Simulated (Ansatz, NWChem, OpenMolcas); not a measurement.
How methods differ on C2H5AlO (SMILES [CH3][Al]1[CH2][O]1)

C2H5AlO has 9 atoms, charge 0, and is taken as a singlet. SMILES: `[CH3][Al]1[CH2][O]1`. The shape is that of a PBE0-D4/def2-TZVP optimisation.

```xyz
9

C    -0.6709    1.3202   -1.0815
Al    0.0513   -0.0767    0.0442
C     0.6787   -1.2802    1.3493
O     0.7893   -1.6095   -0.0979
H     0.0397    1.5750   -1.8721
H    -0.9002    2.2260   -0.5175
H    -1.5912    0.9768   -1.5621
H     0.0385   -1.9805    1.8877
H     1.6532   -1.1974    1.8328
```

Quantity: the HOMO–LUMO gap, in eV. The values are calculated.

```tsv
level	kind	program	value (eV)
SVWN5/6-31G* (spherical functions)	LDA	NWChem	3.58
BLYP/6-31G* (spherical functions)	GGA	Ansatz	3.55
TPSS/6-31G* (spherical functions)	meta-GGA	OpenMolcas	3.86
B3LYP/6-31G* (spherical functions)	global hybrid	NWChem	5.19
BHLYP/6-31G* (spherical functions)	global hybrid	Ansatz	7.59
HSE06/6-31G* (spherical functions)	range-separated hybrid	Ansatz	4.89
wB97M-V/6-31G* (spherical functions)	range-separated hybrid	Ansatz	9.51
wB97X/6-31G* (spherical functions)	range-separated hybrid	Ansatz	10.00
```

The values span 3.55 to 10.00 eV. Orbital gaps aren't excitation energies; they tend to grow with the share of exact exchange.

The gap of this one molecule depends mainly on how the functional treats exchange. The three semilocal functionals lie close together, from 3.55 to 3.86 eV, whereas wB97X reaches 10.00 eV. In an LDA or GGA, occupied and empty orbitals feel the same multiplicative potential, which lacks the derivative discontinuity. Nonlocal exchange lowers the occupied levels relative to the empty ones, and its range matters as well as its amount. HSE06 screens it out at long range and falls slightly below B3LYP, while the two wB97 functionals restore it fully there and exceed even BHLYP. Their gaps are therefore closer in meaning to the difference between ionisation energy and electron affinity.

The LUMO probably has much of the empty p orbital on three-coordinate aluminium, and the HOMO is likely to draw on Al–C bonding or oxygen lone-pair character. Even the largest gap would not show that the strained ring resists opening or association through Al–O bridges, since neither process is probed here.
